Dipole polarisability at imaginary frequency for Mg and the 12-electron ions Al⁺, S⁴⁺ and Ar⁶⁺, all [Ne] 3s², from the radks radial solver with Libxc. The atoms are spherical, all-electron, scalar-relativistic and spin-polarised, with the PBE functional and a Fermi nucleus. The response comes from Sternheimer equations with the Hartree and adiabatic LDA kernel.

```
imaginary frequency (hartree)  polarisability at imaginary frequency, base (bohr³)  polarisability at imaginary frequency, element Al; charge 1 e (bohr³)  polarisability at imaginary frequency, element Ar; charge 6 e (bohr³)  polarisability at imaginary frequency, element S; charge 4 e (bohr³)
                     0.002664                                                72.29                                                                  23.57                                                                  1.952                                                                 4.064
                      0.01425                                                71.74                                                                  23.51                                                                  1.952                                                                 4.061
                      0.03601                                                68.77                                                                  23.18                                                                  1.948                                                                 4.049
                      0.06967                                                60.67                                                                  22.17                                                                  1.938                                                                 4.010
                       0.1181                                                46.78                                                                  19.97                                                                  1.912                                                                 3.913
                       0.1859                                                31.04                                                                  16.31                                                                  1.855                                                                 3.711
                       0.2803                                                18.30                                                                  11.77                                                                  1.745                                                                 3.345
                       0.4132                                                10.04                                                                  7.503                                                                  1.553                                                                 2.778
                       0.6050                                                5.329                                                                  4.339                                                                  1.265                                                                 2.058
                       0.8920                                                2.799                                                                  2.354                                                                 0.9072                                                                 1.336
                        1.345                                                1.475                                                                  1.234                                                                 0.5608                                                                0.7640
                        2.117                                               0.7731                                                                 0.6364                                                                 0.3011                                                                0.3952
                        3.588                                               0.3762                                                                 0.3137                                                                 0.1447                                                                0.1905
                        6.942                                               0.1426                                                                 0.1262                                                                0.06311                                                               0.08327
                        17.54                                              0.02959                                                                0.02817                                                                0.01965                                                               0.02319
```

Each column gives α(iω), the dipole polarisability at imaginary frequency ω, for one species: neutral Mg (the base run), Al⁺, Ar⁶⁺ and S⁴⁺. All four have 12 electrons and a closed 3s² shell, so spin polarisation and spherical averaging do no harm. In order of nuclear charge Z the columns read Mg (12), Al⁺ (13), S⁴⁺ (16), Ar⁶⁺ (18), and in every row α falls in that order. Perturbation theory gives α(iω) = Σ fₙ/(ωₙ² + ω²), where ωₙ are the excitation energies and fₙ their oscillator strengths. The term of an excitation is flat while ω lies well below ωₙ and falls as fₙ/ω² well above it, so a walk down a column passes through the spectrum.

### The first three rows: a factor of 37

Here ω lies far below every excitation and α is nearly static. It drops from 72.29 bohr³ in Mg to 1.952 bohr³ in Ar⁶⁺, and three accounts offer themselves.

The tempting one is hydrogenic. The 3s electrons see a screened charge ζ, lengths go as 1/ζ, energies as ζ², f is unchanged, and α ∝ ζ⁻⁴. Slater's rules give ζ = Z − 9.15, that is 2.85 for Mg and 3.85 for Al⁺, and 72.29 × (2.85/3.85)⁴ = 21.7 bohr³ lies only 8 % below the tabulated 23.57. The same rule falls 47 % below the table for S⁴⁺ and 60 % below for Ar⁶⁺. A poor screening constant might be blamed, so the top rows alone do not settle the matter.

The second account says that the valence pair stops responding, so that f is lost. The third says that the dominant excitation is 3s→3p, within one shell, and that its energy grows only as the first power of Z. The three differ in what they predict for f and for the excitation energy separately.

### From 0.07 to 0.9 hartree: where each curve halves

With a single pole, α = f/(ω₀² + ω²). Then 1/α is linear in ω², α has halved at ω = ω₀, and f = α(0)ω₀², with the first row standing in for α(0). For Ar⁶⁺ half height means 1/α = 2/1.952 = 1.0246. The bracketing rows have ω² = 0.3660 and 0.7957 and 1/α = 0.7905 and 1.1023. The target lies a fraction 0.2341/0.3118 = 0.751 of the way, so ω₀² = 0.3660 + 0.751 × 0.430 = 0.689, ω₀ = 0.830 hartree and f = 1.952 × 0.689 = 1.34. The row at 0.4132, which was not used, is then predicted as 1.34/(0.689 + 0.171) = 1.56 bohr³ against 1.553. For ω up to ω₀ one pole stays within 0.8 % of the table in all four columns, a small misfit but well above the 0.05 % that four printed figures allow.

The same construction gives ω₀ = 0.161, 0.280, 0.613 and 0.830 hartree and f = 1.87, 1.85, 1.53 and 1.34 from Mg to Ar⁶⁺. That the pole is 3s→3p rests on standard spectroscopy: the Mg line lies at about 0.16 hartree, a rough recalled figure.

Loss of strength is real but small. From Mg to Ar⁶⁺ f shrinks by a factor 0.72, which is 9 % of the logarithm of the fall in α; ω₀² supplies the other 91 %. The two add, and the part due to f grows from 1 % in the first step to 18 % in the last. The half-height f lumps in higher excitations. Fitting two poles by least squares in ln α to the rows below 2.2 hartree puts the lower strength at 1.85 for Mg and 1.18 for Ar⁶⁺, still only a factor of 1.6 out of 37.

The hydrogenic account fails on the shape of ω₀(Z). Any law ω₀ ∝ (Z − s)² has a slope that rises with Z, whatever the screening s. The slopes between successive species are 0.119, 0.111 and 0.108 hartree per unit of Z, nearly constant and slightly falling. A least-squares fit in ln ω₀ to the four values leaves errors up to 9 % of ω₀ for the square law and 2 % for the line ω₀ = 0.1126(Z − 10.56). The lower pole of the two-pole fit gives the same verdict. Four points and two constants favour the line without making it exact, and its slope and offset trade against each other.

Non-relativistic theory supplies the reason. Measuring lengths in units of 1/Z turns the energy into Z²E₀ + ZE₁ + …, where E₀ is the bare Coulomb part and E₁ the first-order electron repulsion. E₀ is the same for 3s and 3p, so the Z² term cancels and the gap starts at order Z. With D the transition dipole of the pair, f = 2ω₀D² and α(0) = 2D²/ω₀. D is a length and goes as 1/Z, so at high charge f ∝ 1/Z and α ∝ Z⁻³. The fall of f is thus part of the third account, which hydrogenic scaling cannot produce. D inferred from f and ω₀ follows 1/[0.1174(Z − 8.41)] bohr to 2.3 %, by the same kind of fit.

This second form also warns against the slogan that the gap matters and the size does not. Written as 2D²/ω₀, the same logarithmic fall is 55 % D² and 45 % ω₀. The shrinking orbital is hidden in f, where it nearly cancels against the rising gap.

A pure ζ⁻³ law is no cure. Scaled from Mg with Slater's ζ it lies 24 to 28 % above the table for all three ions. The local exponent of α in that ζ is −3.73 from Mg to Al⁺, then −3.05 and −2.86: the ions follow roughly the cube among themselves, and the neutral atom stands apart, presumably because the expansion in 1/Z converges worst there. For Si²⁺ (Z = 14) the two lines give ω₀ = 0.1126 × 3.44 = 0.387 hartree, D = 1/(0.1174 × 5.59) = 1.52 bohr and α ≈ 2 × 1.52²/0.387 ≈ 12 bohr³, an interpolation good to perhaps several per cent.

For Mg alone the same calculation offers checks. The static value, 72.31 bohr³, is 1.6 % above the recommended 71.2. Without the induced field it is 123.7, or 1.71 times as large, so ω₀ is not a bare orbital-energy gap; if f were unchanged, which is a guess, that gap would be 0.123 hartree. The one-pole dispersion coefficient C₆ = ¾α(0)²ω₀ = 0.75 × 72.29² × 0.161 = 631 hartree bohr⁶ is 0.7 % below the computed 635.3, which tests the pole model and not the functional.

### From 1.3 hartree down: the core takes over

The product αω² is a soft count of the electrons whose excitations lie below ω, each fₙ entering with the weight ω²/(ωₙ² + ω²), and the sum rule sends it to 12 for each species, apart from a small relativistic correction. For Mg it is 1.95 at 0.6050 hartree, 2.67 at 1.345 and 9.1 at 17.54. Two valence electrons cannot supply that, so the neon-like core must. One pole is 78 to 79 % below the table in the last row. Two poles fitted to all rows still miss by up to 4.9 %, and the upper pole of Ar⁶⁺ moves from 5.0 to 11.3 hartree with the fitting range, so its constants mean nothing.

The Mg/Ar⁶⁺ ratio falls from 37 to about 2.6, stays there from 1.345 to 3.588 hartree, and reaches 1.5 in the last row on its way to 1. Ar⁶⁺ has counted only 6.05 electrons by then, as a more tightly bound core would imply. The core takes over later in Ar⁶⁺ than in Mg: at 2.117 hartree one pole is 46 % too low for Mg but only 14 % for Ar⁶⁺. The explanations weighed above concern the valence pole, so they lose their hold step by step in these rows.

The falling slope of ω₀ is larger than rounding, yet its cause stays open. It may be a higher term of the expansion in 1/Z, beyond the constant that only shifts the line, or it may come from the method: the LDA kernel is not the derivative of the PBE potential, that potential decays too fast at long range, and 3p² mixing into the ground state is not explicit. Whether the errors that leave Mg 1.6 % high keep that balance as the charge rises to six is the question these curves cannot answer.
